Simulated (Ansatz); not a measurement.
Ligand exchange: BH(CH3)I + GaH2(NH2) → BH(CH3)(NH2) + GaH2I

Species: BH(CH3)I, singlet; GaH2(NH2), singlet; BH(CH3)(NH2), singlet; GaH2I `[GaH2][I]`, singlet. The partners trade I for NH2: B–I and Ga–NH2 bonds give way to B–NH2 and Ga–I.

Shapes, held fixed at every level: PBE0-D4/def2-TZVP. Programs: Ansatz 0.2.0. The zero-point and thermal change to 298 K, harmonic and unscaled (PBE0-D4/def2-TZVP), is +6.5 kJ/mol.

```tsv
level	kind	ΔH(298 K) (kJ/mol)	less CCSD(T)/def2-TZVPP
HF/def2-SVP	Hartree–Fock	-171.2	-32.4
SPW92/def2-TZVPP	LDA	-145.2	-6.4
PBE-D4/def2-TZVPP	GGA	-143.4	-4.6
PBE0-D4/def2-TZVPP	global hybrid	-149.8	-11.0
B2PLYP/def2-TZVPP	double hybrid	-145.7	-6.9
MP2/def2-SVP	perturbation theory	-153.3	-14.5
MP2/def2-TZVPP	perturbation theory	-136.7	+2.1
CCSD(T)/def2-TZVPP	coupled cluster or CI	-138.8	0.0
```

The highest level, CCSD(T)/def2-TZVPP, gives ΔH(298 K) = -138.8 kJ/mol; the levels span -171.2 to -136.7. The column of differences is taken from that level and isn't an error. No measured value is set beside it here. For atoms past krypton def2 sets carry core potentials with scalar relativity. Relativity is left out for Ga unless named. Correlated rows may include outer-core shells of Ga, I, which these sets cover unevenly.

Every level makes the exchange strongly exothermic, so the preference of boron for amide and gallium for iodide doesn't hinge on the treatment of correlation. The driving force is probably the B–N bond formed: nitrogen's compact lone pair overlaps well with the empty boron 2p orbital, adding π bonding to a strong, polar σ bond. Gallium's larger, more diffuse 4p orbital gains less from the same donation, while iodide is a weak π donor to boron and gives up little on leaving it. The reaction enthalpy alone can't divide the preference between σ and π contributions.

The Hartree–Fock value exaggerates the driving force, but not through missing correlation alone. MP2 in the same small basis is already less exothermic, and enlarging the basis moves it further, from -153.3 to -136.7 kJ/mol. These energies describe isolated monomers; in condensed phases, amide or iodide bridging between gallium centres could shift the balance considerably.
